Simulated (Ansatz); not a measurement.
## A series in volume per atom on C

All results are calculated (Ansatz 0.2.0-dev trial). RPA correlation energy a cell on Kohn-Sham orbitals, extrapolated from a short ladder of response cutoffs, so that it still moves with the top cutoff, by eV on d, semicore and core shells, all electrons in the bands correlated, with its value at the highest cutoff run.

Cell of the first row (space group Fd-3m, No. 227):
```
cell vectors (Å)
   0.0000     1.7346     1.7346
   1.7346     0.0000     1.7346
   1.7346     1.7346     0.0000
atoms (fractions of the cell vectors)
C   0.00000  0.00000  0.00000
C   0.25000  0.25000  0.25000
```

Settings of every row: orbitals functional PBE; datasets hand_made_paw; wave cutoff 820 eV; k mesh 3x3x3; correlated electrons 8; response cutoff 280 eV; long wavelength term neglected.

Limits: coarse mesh, values belong to these settings and can lie far from the converged crystal.

```
row  volume per atom (Å³)  correlation at top cutoff (eV)  RPA correlation (eV)
  1                 5.219                               ?                     ?
  2                 5.446                         -13.207              -13.8769
  3                 5.673                         -13.262              -13.9054
  4                   5.9                        -13.3051              -13.9397
  5                 6.127                        -13.3596              -13.9758
```

Question: what correlation at top cutoff should row 1 give?

Worked fit of correlation at top cutoff. Take t = volume per atom − 5.8, in Å³. The shown rows have t = -0.354, -0.127, 0.1, 0.327. Their means are -0.0135 and -13.2834 eV; the sums about the means are S_tt = 0.2576 and S_ty = -0.05685, whose ratio is the slope. Least squares give correlation at top cutoff = −13.2864 − 0.22066 × t eV. The rows lie off it by 0.0013, -0.0036, 0.0034, -0.0010 (root mean square 0.0026 eV). The withheld row has t = -0.581, so the fit gives −13.2864 − 0.22066 × (-0.581) = -13.1582 eV.

The calculation gave -13.1581 eV. The fit lies 0.0001 eV (0.05 % of the column's range) below it, one unit of the last digit. This row lies beyond the range of the fit.

The other values of row 1: RPA correlation -13.8464 eV.
